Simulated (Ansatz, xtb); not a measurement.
Relative energy of two isomers of BrH6NSi2

We compare X, `N[Si@H]([SiH3])Br`, a singlet, with Y, `[SiH3]N[SiH2]Br`, a singlet. Both are isolated molecules in the gas phase, relaxed with PBE0-D3(BJ)/def2-SVP; the shapes shown needn't be the lowest conformers.

X (Å):

```xyz
10

Br   -2.5412    2.1665   -0.6458
N     0.6544    1.1503   -0.9999
Si   -0.6846    1.0876    0.0771
Si   -1.3556   -1.1348    0.3512
H     1.1675    2.0191   -1.1121
H     0.6134    0.6420   -1.8771
H    -0.2853    1.7899    1.3280
H    -2.5855   -1.1961    1.1951
H    -0.2749   -1.9506    0.9863
H    -1.6565   -1.7000   -1.0009
```

Y (Å):

```xyz
10

Br    3.5203    2.4538   -0.3827
N     0.2547    1.9494   -0.7517
Si   -0.5964    1.4866    0.7060
Si    1.7829    1.3769   -1.3059
H    -0.4619    2.4957    1.8012
H    -2.0521    1.3156    0.4161
H    -0.0056    0.1925    1.1530
H    -0.0837    2.7908   -1.2137
H     1.9258   -0.0518   -0.9251
H     1.8945    1.5989   -2.7720
```

Quicker runs give these differences E(Y) − E(X): GFN2-xTB −31.4 kcal/mol; HF/STO-3G −8.7 kcal/mol (at GFN2-xTB geometries); r2SCAN-D4/def2-SVP −9.7 kcal/mol (at GFN2-xTB geometries).

Q: Estimate E(Y) − E(X) at the level CCSD(T)/def2-SVP + ΔMP2/def2-TZVPP.

A: Calculated at CCSD(T)/def2-SVP + ΔMP2/def2-TZVPP: E(Y) − E(X) = −13.3 kcal/mol, so structure Y lies lower.

Level by level:

```
                             level              geometry  E(Y) − E(X) (kcal/mol)  departure from the last row (kcal/mol)  job, with rough time for the two
                          GFN2-xTB              GFN2-xTB                     −31.4                                   −18.0              optimisation, 0.28 s
                         HF/STO-3G              GFN2-xTB                      −8.7                                    +4.6              single point, 0.48 s
                r2SCAN-D4/def2-SVP              GFN2-xTB                      −9.7                                    +3.6               single point, 4.8 s
              PBE0-D3(BJ)/def2-SVP  PBE0-D3(BJ)/def2-SVP                      −8.4                                    +4.9                optimisation, 68 s
                       HF/def2-SVP  PBE0-D3(BJ)/def2-SVP                     −15.9                                    −2.6           part of the CCSD(T) run
                      MP2/def2-SVP  PBE0-D3(BJ)/def2-SVP                     −14.2                                    −0.9           part of the CCSD(T) run
                  CCSD(T)/def2-SVP  PBE0-D3(BJ)/def2-SVP                     −13.0                                    +0.4                      single point
CCSD(T)/def2-SVP + ΔMP2/def2-TZVPP  PBE0-D3(BJ)/def2-SVP                     −13.3                                                        single point, 40 s
```

As drawn, Y has 1 N–Si, 1 Si–H in place of 1 Si–Si, 1 N–H.

None of the levels shown reverses the order. The largest departure from CCSD(T)/def2-SVP + ΔMP2/def2-TZVPP is that of GFN2-xTB, 18.0 kcal/mol. The last row adds to CCSD(T) the change of the MP2 difference between the two basis sets, here −0.4 kcal/mol.

With harmonic frequencies from PBE0-D3(BJ)/def2-SVP (ideal gas, rigid rotor, one conformer each, 298.15 K, 1 atm): on the last row, ΔE + ΔZPE = −14.0 kcal/mol. A mode under 50 cm⁻¹ makes harmonic enthalpies and free energies unreliable, so none is given.

The correlated steps freeze 20 core orbitals; the filled d shell of Br is correlated, in a basis made for valence electrons. Run with Ansatz 0.2.0, xtb 6.7.1; the last row on 2 threads of Arm Neoverse V1 on a shared host.

The disilazane Y lies below the aminodisilane X at every level, by 13.3 kcal/mol at the highest. The main reason is the exchange of a weak, nearly nonpolar Si–Si bond for a second strong, polar Si–N bond. Part of that gain is lost because a strong N–H bond gives way to a weaker Si–H bond, which explains why the preference is only moderate. Bromine contributes little to the bond balance, since it stays on a silicon that also carries nitrogen.

In the def2-SVP basis, correlation favours X: the gap shrinks from −15.9 kcal/mol with HF to −13.0 with CCSD(T). Both density functionals go further and underestimate the preference for Y, whereas GFN2-xTB greatly exaggerates it, probably through an imbalance in its description of the exchanged bonds. Zero-point energy adds slightly to Y's advantage, as expected when a stiff N–H stretch is replaced by a softer Si–H one. The energy difference gives no barrier, so it doesn't show that X would rearrange readily.
